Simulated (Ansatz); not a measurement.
## From O to Se: the HOMO–LUMO gap

Gas-phase molecules, one atom swapped for its congeners: GeH(CH3)(OH); GeH(CH3)(SH); GeH(CH3)(SeH). All are doublets with charge 0.

Shapes, held fixed at every level: PBE0-D4/def2-TZVP. Flexible molecules stand in one conformer, not always the lowest. Programs: Ansatz 0.2.0. Values in eV.

| level | GeH(CH3)(OH) | GeH(CH3)(SH) | GeH(CH3)(SeH) |
| --- | --- | --- | --- |
| PBE-D4/def2-TZVPP | 1.28 | 1.14 | 1.08 |
| B3LYP-D4/def2-TZVPP | 2.71 | 2.48 | 2.39 |
| BHLYP-D4/def2-TZVPP | 5.20 | 4.86 | 4.72 |
| PBE0-D4/def2-TZVPP | 3.40 | 3.13 | 3.02 |
| wB97M-V/def2-TZVPP | 7.19 | 6.84 | 6.71 |
| wB97X-V/def2-TZVPP | 7.44 | 7.08 | 6.94 |

At wB97X-V/def2-TZVPP the HOMO–LUMO gap falls at every step, from 7.44 to 6.94 eV. Every level shows the same order. Open shells run unrestricted. Relativity is left out for Ge, Se. Orbital gaps aren't excitation energies, and the LUMO depends on the basis.

The gap narrows from the hydroxyl to the selenol radical with every functional, and the larger drop always comes between O and S. This fits the chemistry of the chalcogens: oxygen, with its compact 2p shell and high electronegativity, stands apart, whereas sulfur and selenium are much alike in both size and electronegativity. In these germyl radicals the unpaired electron sits mainly in a pyramidal Ge-centred orbital, and the frontier gap is probably in large part the splitting between its occupied level and its empty opposite-spin counterpart. The softer, higher-lying lone pairs of S and Se can mix with that orbital and spread the spin, which would reduce the splitting.

The choice of functional shifts the gap far more than the exchange of chalcogen does, probably because exact exchange pushes the occupied and empty spin levels apart. The ordering is therefore much better supported than any single gap. Since only the differences are listed, they don't show whether the narrowing comes from a rising HOMO, a falling LUMO or both.
